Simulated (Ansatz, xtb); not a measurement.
## C2H7ClGeO: which of two isomers lies lower

We compare X, `C[O][Ge@H]([CH3])[Cl]`, a singlet, with Y, `CC[O][GeH2][Cl]`, a singlet. Both are isolated molecules in the gas phase, relaxed with PBE-D3(BJ)/def2-SVP; the shapes shown needn't be the lowest conformers.

X (Å):

```yaml
atoms:
  - { symbol: C, position_ang: [-1.2268, -0.5679, -1.2221] }
  - { symbol: C, position_ang: [0.4661, -0.4098, 1.9436] }
  - { symbol: Cl, position_ang: [1.9014, -2.2329, -0.4549] }
  - { symbol: Ge, position_ang: [0.1158, -1.9451, 0.7877] }
  - { symbol: O, position_ang: [-1.2705, -1.6518, -0.3107] }
  - { symbol: H, position_ang: [-1.2009, 0.4246, -0.7116] }
  - { symbol: H, position_ang: [-2.1460, -0.6033, -1.8428] }
  - { symbol: H, position_ang: [-0.3472, -0.6260, -1.9033] }
  - { symbol: H, position_ang: [-0.2318, -3.2782, 1.4843] }
  - { symbol: H, position_ang: [0.7259, 0.4717, 1.3272] }
  - { symbol: H, position_ang: [1.3154, -0.6370, 2.6161] }
  - { symbol: H, position_ang: [-0.4333, -0.1847, 2.5494] }
```

Y (Å):

```xyz
12

C     0.9333    2.5529    0.0308
C    -0.5423    2.2146    0.1621
Cl   -2.1862   -1.8474   -0.8713
Ge   -2.3967    0.1882   -0.1721
O    -0.7321    0.8548   -0.2245
H     1.1228    3.6053    0.3234
H     1.2699    2.4103   -1.0153
H     1.5398    1.8904    0.6798
H    -0.8779    2.3823    1.2158
H    -1.1482    2.9018   -0.4798
H    -2.9209    0.1577    1.2890
H    -3.3169    0.9595   -1.1566
```

Problem. Which of the two would you expect CCSD(T)/def2-SVP + ΔMP2/def2-TZVPP electronic energies to favour?

Solution. Structure X; the calculation gives E(Y) − E(X) = +40.7 kJ/mol.

The same difference at several levels:

| level | geometry | E(Y) − E(X) (kJ/mol) | departure from the last row (kJ/mol) | job, with rough time for the two |
| --- | --- | --- | --- | --- |
| GFN2-xTB | GFN2-xTB | −18.5 | −59.2 | optimisation, 0.36 s |
| HF/STO-3G | GFN2-xTB | +45.2 | +4.5 | single point, 0.96 s |
| r2SCAN-D4/def2-SVP | GFN2-xTB | +37.6 | −3.1 | single point, 5.2 s |
| PBE-D3(BJ)/def2-SVP | PBE-D3(BJ)/def2-SVP | +35.4 | −5.3 | optimisation, 38 s |
| HF/def2-SVP | PBE-D3(BJ)/def2-SVP | +28.5 | −12.2 | part of the CCSD(T) run |
| MP2/def2-SVP | PBE-D3(BJ)/def2-SVP | +32.0 | −8.7 | part of the CCSD(T) run |
| CCSD(T)/def2-SVP | PBE-D3(BJ)/def2-SVP | +28.3 | −12.4 | single point |
| CCSD(T)/def2-SVP + ΔMP2/def2-TZVPP | PBE-D3(BJ)/def2-SVP | +40.7 |  | single point, 68 s |

As drawn, Y has 1 C–C, 1 Ge–H in place of 1 C–Ge, 1 C–H.

GFN2-xTB puts the two in the other order. The largest departure from CCSD(T)/def2-SVP + ΔMP2/def2-TZVPP is that of GFN2-xTB, 59.2 kJ/mol. The last row adds to CCSD(T) the change of the MP2 difference between the two basis sets, here +12.4 kJ/mol.

With thermal terms from frequencies at re-optimised GFN2-xTB minima (ideal gas, soft modes damped towards free rotors, one conformer each, 298.15 K, 1 atm): the zero-point term adds −2.0 kJ/mol; ΔH is +36.8 and ΔG +40.1 kJ/mol.

The correlated steps freeze 17 core orbitals; the filled d shell of Ge is correlated, in a basis made for valence electrons. Mirror images aren't counted in ΔG. Run with Ansatz 0.2.0, xtb 6.7.1; the last row on 2 threads of Intel(R) Xeon(R) Processor @ 2.70GHz on a shared host.

Methoxy(methyl)chlorogermane, X, lies below its ethoxy isomer Y at every level except GFN2-xTB, and the thermal terms leave the preference almost unchanged. The main reason is probably the balance of the exchanged bonds. Moving a hydrogen from germanium to carbon replaces a fairly weak Ge–H bond with a strong C–H bond, and this outweighs the loss of C–C bonding in favour of the weaker Ge–C bond. Germanium's diffuse valence orbitals overlap less well with hydrogen 1s than carbon's compact ones do.

In def2-SVP, Hartree–Fock and CCSD(T) give nearly the same difference, +28.5 and +28.3 kJ/mol, so the ordering doesn't depend on a large net correlation contribution. Enlarging the basis matters more, which suggests that the close agreement of HF/STO-3G with the final value is a cancellation of errors. The reversed sign from GFN2-xTB probably reflects an imbalance in its parametrised germanium bonding. The energies establish a thermodynamic preference between these two structures, not a facile route from Y to X.
